# Spin-spin fine structure of a $^3\Sigma$ rotor: three levels of SO

The whole model for today is a rigid diatomic rotor carrying a spin $S=1$, with no orbital angular momentum about the axis:

$$H = B\,\mathbf N^2 + H_{SS},\qquad H_{SS}=\tfrac23\lambda\,(3S_z^2-\mathbf S^2),\qquad \mathbf J=\mathbf N+\mathbf S .$$

Angular momenta are in units of $\hbar$ and energies are term values in cm$^{-1}$. Lower-case $z$ is the internuclear axis, along the unit vector $\mathbf n$ with polar angles $\theta,\phi$, and capital $Z$ is the laboratory axis. For each $J\ge1$ and each $M$ there are exactly three states. I will compute $H_{SS}$ between them twice, once by Racah algebra and once by turning a $2\times2$ matrix, and then put in numbers for sulfur monoxide in its $X\,^3\Sigma^-$ state. As given inputs I take the approximate values $B=0.718$ cm$^{-1}$ and $\lambda=5.28$ cm$^{-1}$.

## The general statement

In Hund's case (b) the basis is $|N S J M\rangle$, coupled in the order $N$, $S$ with Condon-Shortley phases. The operator $S_z=\mathbf S\cdot\mathbf n$ mixes spin and rotor variables, so we separate them. Take the rank 2 tensor built from the laboratory components of $\mathbf S$, normalised so that $T^2_0(\mathbf S,\mathbf S)=(3S_Z^2-\mathbf S^2)/\sqrt6$, and the harmonics $C^2_p=\sqrt{4\pi/5}\,Y_{2p}(\theta,\phi)$. Then

$$H_{SS}=\tfrac23\lambda\sqrt6\sum_p(-1)^p\,C^2_{-p}\,T^2_p(\mathbf S,\mathbf S).$$

Both sides are the same scalar. To fix the constant, put $\mathbf n$ along $Z$: then $C^2_p=\delta_{p0}$ and the sum gives back $3S_Z^2-\mathbf S^2$.

I use the Wigner-Eckart theorem in Edmonds' convention,

$$\langle jm|T^k_q|j'm'\rangle=(-1)^{j-m}\begin{pmatrix}j&k&j'\\-m&q&m'\end{pmatrix}\langle j\|T^k\|j'\rangle .$$

A scalar product of two tensors acting on different parts of a coupled state is diagonal in $J$ and $M$, independent of $M$, and given by one 6-j symbol:

$$\langle N'SJ|H_{SS}|NSJ\rangle=\tfrac23\lambda\sqrt6\,(-1)^{N+S+J}\begin{Bmatrix}J&S&N'\\2&N&S\end{Bmatrix}\langle N'\|C^2\|N\rangle\langle S\|T^2\|S\rangle .$$

The rotor factor is

$$\langle N'\|C^2\|N\rangle=(-1)^{N'}\sqrt{(2N'+1)(2N+1)}\begin{pmatrix}N'&2&N\\0&0&0\end{pmatrix},$$

which vanishes unless $N'=N$ or $N\pm2$. The spin factor follows from a single element. For $S=1$, $M_S=1$ we have $T^2_0=1/\sqrt6$, the 3-j symbol is $1/\sqrt{30}$, and so $\langle1\|T^2\|1\rangle=\sqrt5$. As a trial take $N'=N=J=1$. The phase is $-1$, the 6-j symbol is $1/6$, the rotor factor is $-\sqrt{6/5}$, and $\sqrt6\cdot\frac16\cdot\sqrt{6/5}\cdot\sqrt5=1$, so the shift is $+2\lambda/3$.

**Question.** Can one get the diagonal part for all $N$ without tables of 6-j symbols?

Yes, from the same theorem. Inside one $N$ manifold all rank 2 rotor tensors are proportional to each other, so

$$n_in_j-\tfrac13\delta_{ij}\;\to\;-\frac{2}{(2N-1)(2N+3)}\Big[\tfrac12(N_iN_j+N_jN_i)-\tfrac13\delta_{ij}\mathbf N^2\Big].$$

The constant comes from the state $M_N=N$, where $\langle\cos^2\theta\rangle=1/(2N+3)$. Contract with $3S_iS_j$ and use $\tfrac12(N_iN_j+N_jN_i)S_iS_j=(\mathbf N\cdot\mathbf S)^2+\tfrac12\mathbf N\cdot\mathbf S$, which follows from the commutators of $\mathbf N$ and of $\mathbf S$. With $X=2\,\mathbf N\cdot\mathbf S=J(J+1)-N(N+1)-S(S+1)$,

$$\langle NSJ|H_{SS}|NSJ\rangle=-\frac{2\lambda}{3}\,\frac{3X(X+1)-4N(N+1)S(S+1)}{2(2N-1)(2N+3)}$$

for any $S$. For $S=1$ the values $X=-2$, $2N$ and $-2N-2$ give

$$J=N:\ +\frac{2\lambda}{3},\qquad J=N+1:\ -\frac{2\lambda}{3}\frac{N}{2N+3},\qquad J=N-1:\ -\frac{2\lambda}{3}\frac{N+1}{2N-1}.$$

The only off-diagonal element at fixed $J$ joins $N=J-1$ to $N=J+1$, and the 6-j formula gives

$$V_J=\frac{2\lambda\sqrt{J(J+1)}}{2J+1},$$

positive for $\lambda>0$ in these phases. Weight the three diagonal shifts with $2J+1$ and you get $(2N+1)-N-(N+1)=0$. A rank 2 rotor tensor is traceless in an $N$ manifold, so in first order the centre of gravity stays put. For $N=0$ only $J=1$ exists and its shift is zero.

## The smallest model

Now forget the 6-j symbol. In case (a) the states at given $J$ are $|\Sigma\rangle$ with $\Sigma=+1,0,-1$ the projection of $\mathbf S$, and here also of $\mathbf J$, on the axis. $H_{SS}$ is diagonal: $+2\lambda/3$ for $\Sigma=\pm1$ and $-4\lambda/3$ for $\Sigma=0$. The rotational operator is $\mathbf N^2=\mathbf J^2+\mathbf S^2-2\,\mathbf J\cdot\mathbf S$. Write $x=J(J+1)$. The diagonal elements are $x+2-2\Sigma^2$, and the ladder terms join $\Sigma=0$ to $\Sigma=\pm1$ with $-\sqrt x\sqrt2$, the sign being my choice of phase:

$$\mathbf N^2=\begin{pmatrix}x&-\sqrt{2x}&0\\-\sqrt{2x}&x+2&-\sqrt{2x}\\0&-\sqrt{2x}&x\end{pmatrix}.$$

Form $|s\rangle=(|{+1}\rangle+|{-1}\rangle)/\sqrt2$ and $|a\rangle=(|{+1}\rangle-|{-1}\rangle)/\sqrt2$. The state $|a\rangle$ decouples, with $\mathbf N^2=x$. It is the level $N=J$, and it contains only $|\Sigma|=1$, so

$$E_0=BJ(J+1)+\tfrac23\lambda$$

exactly. That is why the $J=N$ shift does not depend on $N$. What remains is a two-level problem in the basis $|0\rangle,|s\rangle$:

$$H^{(a)}=\begin{pmatrix}B(x+2)-\tfrac43\lambda&-2B\sqrt x\\-2B\sqrt x&Bx+\tfrac23\lambda\end{pmatrix}.$$

The part proportional to $B$ has eigenvalues $x+1\mp(2J+1)$, that is $J(J-1)$ and $(J+1)(J+2)$. Its eigenvectors are the case (b) states

$$|N{=}J{-}1\rangle=\cos\alpha\,|0\rangle+\sin\alpha\,|s\rangle,\qquad|N{=}J{+}1\rangle=-\sin\alpha\,|0\rangle+\cos\alpha\,|s\rangle,$$

with $\cos^2\alpha=J/(2J+1)$ and $\sin^2\alpha=(J+1)/(2J+1)$. Now sandwich $H_{SS}=\tfrac23\lambda\,\mathrm{diag}(-2,1)$ between them. The state $N=J-1$ gets $\tfrac23\lambda\,(-2J+J+1)/(2J+1)$, the state $N=J+1$ gets $\tfrac23\lambda\,(-2J-2+J)/(2J+1)$, and the cross term is $\tfrac23\lambda\cdot3\sin\alpha\cos\alpha$. So

$$H^{(b)}=\begin{pmatrix}BJ(J-1)-\frac{2\lambda}{3}\frac{J-1}{2J+1}&V_J\\V_J&B(J+1)(J+2)-\frac{2\lambda}{3}\frac{J+2}{2J+1}\end{pmatrix}.$$

Put $J=N+1$ in the first entry and $J=N-1$ in the last, and you read off $-\tfrac23\lambda N/(2N+3)$ and $-\tfrac23\lambda(N+1)/(2N-1)$. The cross term is $2\lambda\sqrt{x}/(2J+1)$. All four elements of the general statement are there.

**Question.** Is it luck that even the sign of $V_J$ came out the same?

It is arranged. The coefficient of $|\Sigma\rangle$ in these vectors equals $\sqrt{(2N+1)/(2J+1)}\,\langle N0\,1\Sigma|J\Sigma\rangle$, and I fixed the signs to follow those Clebsch-Gordan coefficients. Reverse the sign of one basis state and $V_J$ changes sign, while no energy changes. Only the magnitude of $V_J$ enters the levels.

**Question.** Why does nothing couple $N=J$ to its neighbours? The triangle rule for rank 2 would allow $\Delta N=\pm1$.

Parity forbids it. A case (b) level of a $\Sigma^-$ state has parity $(-1)^{N+1}$, and $H_{SS}$ is even under inversion. In the algebra this is the 3-j symbol with three zero projections, which vanishes when $N'+2+N$ is odd.

## Closed solution

The mean of the diagonal is $B(x+1)-\lambda/3$ in either basis. In case (a) half the difference of the diagonal is $\lambda-B$. In case (b) it is $\Delta_J=B(2J+1)-\lambda/(2J+1)$. Using $1+4x=(2J+1)^2$ both give the same root:

$$E_\pm=B(x+1)-\frac\lambda3\pm R_J,\qquad R_J=\sqrt{(\lambda-B)^2+4B^2x}=\sqrt{(2J+1)^2B^2-2B\lambda+\lambda^2}.$$

This is the form known as Schlapp's formula, here without spin-rotation and with my zero of energy. For $J=0$ only $|0\rangle$ exists. It is the level $N=1$, with $E=2B-4\lambda/3$, and the $J=N-1$ formula at $N=1$ gives the same $-4\lambda/3$.

Write the lower state as $\cos\theta_a|0\rangle+\sin\theta_a|s\rangle$, or as $\cos\theta_b|J{-}1\rangle-\sin\theta_b|J{+}1\rangle$. Its weights on the leading state of each basis are

$$w_a=\cos^2\theta_a=\tfrac12\Big(1+\frac{\lambda-B}{R_J}\Big),\qquad w_b=\cos^2\theta_b=\tfrac12\Big(1+\frac{\Delta_J}{R_J}\Big).$$

The two bases differ by the rotation $\alpha$, so $\theta_a+\theta_b=\alpha$. The state lies halfway between the two cases when $\lambda-B=\Delta_J$. That condition reads $\lambda(2J+2)/(2J+1)=B(2J+2)$, or

$$2J+1=\lambda/B .$$

For our inputs $\lambda/B=7.35$, which puts the crossing at $J=3.2$, between the levels $J=3$ and $J=4$.

## Numbers for SO

Start with $J=1$. I keep two decimals here so that you can follow the arithmetic; the second decimal belongs to the model, for a reason I give below. With $2\lambda/3=3.52$,

$$H^{(b)}=\begin{pmatrix}0&4.98\\4.98&0.79\end{pmatrix},\qquad H^{(a)}=\begin{pmatrix}-4.17&-2.03\\-2.03&4.96\end{pmatrix}\quad(\text{cm}^{-1}).$$

The mean is 0.39 and $R_1=4.99$. Without intermediate rounding $E_-=-4.60$ and $E_+=5.39$, and the decoupled level is $E_0=4.96$. The coupling 4.98 exceeds the rotational gap $6B=4.31$ between $N=0$ and $N=2$. The angles are $\theta_a=12.0^\circ$ and $\theta_b=42.7^\circ$, adding to $\alpha=54.7^\circ$. The level one labels $N=0$ has no diagonal shift at all, yet it lies 4.60 cm$^{-1}$ below the bare rotor level.

Look also at the triplet $N=1$. The diagonal shifts are $-7.04$, $+3.52$ and $-0.70$ for $J=0,1,2$. The first two are exact and give levels at $-5.60$ and $4.96$. The third would put $J=2$ at $0.73$, while the closed formula puts it at $-2.49$.

The table gives the three levels of each $J$ and the push $\delta_J=R_J-\Delta_J$ by which $V_J$ lowers $E_-$ and raises $E_+$ relative to the diagonal of $H^{(b)}$, all in cm$^{-1}$.

| $J$ | $E_-$ | $E_0$ | $E_+$ | $\delta_J$ | $w_a$ | $w_b$ |
|---|---|---|---|---|---|---|
| 1 | $-4.6$ | 5.0 | 5.4 | 4.6 | 0.96 | 0.54 |
| 2 | $-2.5$ | 7.8 | 9.0 | 3.2 | 0.90 | 0.72 |
| 3 | 0.8 | 12.1 | 14.3 | 2.5 | 0.84 | 0.82 |
| 4 | 5.4 | 17.9 | 21.2 | 2.0 | 0.79 | 0.87 |
| 6 | 18.7 | 33.7 | 39.5 | 1.4 | 0.72 | 0.93 |
| 10 | 62.2 | 82.5 | 93.7 | 0.9 | 0.64 | 0.97 |

The weights change order between $J=3$ and $J=4$, as the condition $2J+1=\lambda/B$ says.

**Question.** At $J=10$ the state is 0.97 pure. Can I drop the off-diagonal element there?

Not for the fine structure. Expand the root in $\lambda$:

$$R_J=B(2J+1)-\frac{\lambda}{2J+1}+\frac{2\lambda^2x}{B(2J+1)^3}+\dots$$

The first two terms are $\Delta_J$. The third is second-order perturbation theory, $V_J^2$ divided by the rotational gap $2B(2J+1)$. At $J=10$ it gives 0.92 against the exact push of 0.91. The diagonal shift of the lower level there, $N=9$, is $-1.51$, so the push is of the same order as the shift you wanted to keep. It falls off only as $\lambda^2/[2B(2J+1)]$, because $V_J$ tends to the constant $\lambda$. At $J=1$ the second-order term gives 5.75 against the exact 4.60, and the expansion is of little use.

**Question.** What does the bottom of the spectrum look like from the case (a) side?

Expand the root in $x$ instead, which requires $4B^2x<(\lambda-B)^2$:

$$E_-\approx 2B-\tfrac43\lambda+B_{\rm eff}\,x,\qquad B_{\rm eff}=B\Big(1-\frac{2B}{\lambda-B}\Big)=0.49\ \text{cm}^{-1}.$$

The levels at $-5.60$, $-4.60$ and $-2.49$ are the rungs $J=0,1,2$ of a $\Sigma=0$ ladder, although their case (b) labels are $N=1,0,1$. The first interval is 1.00 in the model and $2B_{\rm eff}=0.98$ in the expansion. The lowest level of the molecule is therefore $N=1$, $J=0$.

**Question.** What have you left out, and how large is it?

Mainly the spin-rotation term $\gamma\,\mathbf N\cdot\mathbf S$, a rank 1 scalar product. It is diagonal in case (b), equal to $\gamma X/2$, which is $\gamma N$, $-\gamma$ and $-\gamma(N+1)$ for $J=N+1$, $N$ and $N-1$. With the approximate value $\gamma=-0.0056$ cm$^{-1}$ its largest element is 0.02 cm$^{-1}$ in the $J=1$ block and 0.07 cm$^{-1}$ at $J=10$. Centrifugal distortion $-DN^2(N+1)^2$, with a typical $D=1.1\times10^{-6}$ cm$^{-1}$, reaches 0.02 cm$^{-1}$ in size at $N=11$. Both are well below the spin-spin shifts and the pushes, and they are the reason the table stops at one decimal. Both are diagonal in $N$, so they can be added to the diagonal of $H^{(b)}$ and the problem stays $2\times2$. The nuclei $^{32}$S and $^{16}$O have no spin, so that species has no hyperfine structure.

**Question.** Is $\lambda$ really the magnetic dipole coupling of the two unpaired electrons?

In part only. Second-order spin-orbit coupling to other electronic states also splits $\Sigma=0$ from $|\Sigma|=1$. For $S=1$ and axial symmetry, time reversal leaves $3S_z^2-\mathbf S^2$ as the only traceless spin operator that does not involve $\mathbf N$, so both mechanisms feed one effective $\lambda$. The angular factors derived here are the same for both, and the level pattern cannot tell them apart.

**Question.** Does the mixing show in intensities?

It does. In pure case (b) the electric dipole along the axis gives $\Delta N=\pm1$ only. The lower $J=1$ level has weight 0.54 on $N=0$ and the rest on $N=2$. Its $N=2$ part has a dipole element to the $N=3$ part of the upper $J=2$ level, and its $N=0$ part has one to the $N=1$ part. A line whose labels read $\Delta N=3$ thus gains a transition moment, which goes to zero as $\lambda/B\to0$. The rules on $J$ and on parity stay exact, because $H_{SS}$ is a scalar of even parity.